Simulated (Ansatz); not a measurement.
A series in volume scale on ZrTi

Results calculated with Ansatz 0.2.0, not measured. Free energy against uniform scaling of the volume at fixed shape and fractions; periodic cell, basis, potentials, k mesh and filling as listed.

The cell before it is scaled or strained (space group P4/mmm, No. 123):
```
CELL_PARAMETERS angstrom
3.11190 0.00000 0.00000
0.00000 3.11190 0.00000
0.00000 0.00000 4.19780
ATOMIC_POSITIONS crystal
Zr 0.50000 0.50000 0.50000
Ti 0.00000 0.00000 0.00000
```

Settings of every row: functional m-r2SCAN; dispersion none; accuracy medium; potentials PAW; wave cutoff 600 eV; density cutoff 2400 eV; k mesh 9x9x7; k shift 0x0x0; occupations fermi dirac; smearing width 0.1 eV; spin none.

Limits: coarse k mesh, up to 40 meV an atom off; the cell comes from a prototype or a list of computed structures and needn't be the stable phase.

| row | volume scale | V (Å³/atom) | pressure (GPa) | energy above lowest point (meV/atom) |
| --- | --- | --- | --- | --- |
| 1 | 0.92 | 18.7 | 9.58 | 47 |
| 2 | 0.9467 | 19.242 | 6.09 | 20.6 |
| 3 | 0.9733 | 19.783 | 2.98 | 5.3 |
| 4 | 1 | 20.326 | ? | ? |
| 5 | 1.0267 | 20.868 | -2.27 | 3.6 |
| 6 | 1.0533 | 21.409 | -4.48 | 15 |
| 7 | 1.08 | 21.952 | -6.46 | 33.6 |

Question: what pressure should row 4 give?

Worked fit of pressure. Take u = (V_r/V)^(2/3) − 1 with V_r = 20.325 Å³ an atom, which is twice the finite (Eulerian) strain; such expansions in the strain, on which the Birch-Murnaghan equation of state is built, carry the rest volume and the bulk modulus. The shown rows have u = 0.05712, 0.03718, 0.01818, -0.01742, -0.03405, -0.05004. Least squares give pressure = 0.209 + 147.31 × u + 286.7 × u² + 121 × u³ GPa; a parabola predicts inner rows, each left out in turn, worse (root mean square 0.0074 against 0.0035 GPa). All shown rows lie on it to the printed digit. The pressure vanishes at u = -0.0014, or V = 20.37 Å³ an atom, and there the bulk modulus at fixed shape and fractions is B = −V dP/dV = (2/3)(1 + u) dP/du = 97.5 GPa. Letting shape and atoms relax would as a rule lower it, by much in layered, chain or molecular crystals. The withheld row has u = -3e-05, so the fit gives 0.209 + 147.31 × (-3e-05) + 286.7 × (-3e-05)² + 121 × (-3e-05)³ = 0.20 GPa.

The calculation gave 0.21 GPa. The fit lies 0.01 GPa (4.8 % of the value, 0.062 % of the column's range) below it, one unit of the last digit.

The other values of row 4: energy above lowest point 0 meV/atom.
